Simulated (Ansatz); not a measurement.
# C4H3F7: which of these isomers lies lowest?

4 of its isomers, all singlets with charge 0: A = `FC(F)C(F)C(F)C(F)(F)F`; B = `FC(F)C(F)C(F)(F)C(F)F`; C = `FC(F)C(F)(C(F)F)C(F)F`; D = `FC(F)CC(F)(F)C(F)(F)F`.

Shapes, held fixed at every level: PBE0-D4/def2-TZVP. Flexible molecules stand in one conformer, not always the lowest. Programs: Ansatz 0.2.0.

Electronic energies in kJ/mol, without zero-point or thermal terms.

Task: Which isomer should be the most stable, and roughly by how much?

Result: D < A < B < C in rising energy, over a span of 82 kJ/mol, by CCSD(T)/CBS estimate. All levels agree on that. The B − A difference spans +31.0 to +39.5 kJ/mol over the levels. The CBS estimate extrapolates MP2 from def2-TZVPP and def2-QZVPP and adds CCSD(T) − MP2 in the triple-zeta set, cores frozen.

| level | kind | B − A | C − A | D − A |
| --- | --- | --- | --- | --- |
| HF/def2-SVP | Hartree–Fock | +39.5 | +54.4 | -36.9 |
| SPW92/def2-TZVPP | LDA | +33.0 | +44.9 | -45.5 |
| PBE-D4/def2-TZVPP | GGA | +31.0 | +44.1 | -39.0 |
| BHLYP-D4/def2-TZVPP | global hybrid | +32.4 | +46.8 | -36.5 |
| PBE0-D4/def2-TZVPP | global hybrid | +33.8 | +47.1 | -39.4 |
| r2SCAN0-D4/def2-TZVPP | global hybrid | +35.0 | +47.9 | -42.3 |
| MP2/def2-TZVPP | perturbation theory | +34.7 | +45.5 | -40.1 |
| CCSD(T)/CBS estimate | coupled cluster or CI | +31.8 | +45.1 | -37.3 |

D is the most stable of these four isomers, lying 37.3 kJ/mol below A at the coupled-cluster level. The main trend follows how the fluorines are grouped. Several fluorines on one carbon stabilise each other through donation from fluorine lone pairs into neighbouring C–F σ* orbitals, together with favourable electrostatics at the strongly positive carbon. The number of such geminal F–C–F pairs falls from D to A to B. D and A both have a CF3 group, but D also gathers fluorine into a CF2 unit and leaves a CH2, where A has two CHF carbons. B and C have equal numbers of geminal pairs, so this argument can't separate them; crowding among the CHF2 groups around the branched carbon of C probably raises its energy. Hartree–Fock already gives the full order, so electron correlation adjusts the gaps rather than creating the preference. D needn't be the global minimum for this formula, since isomers with a second CF3 group, such as (CF3)2CHCH2F, are absent from the comparison.
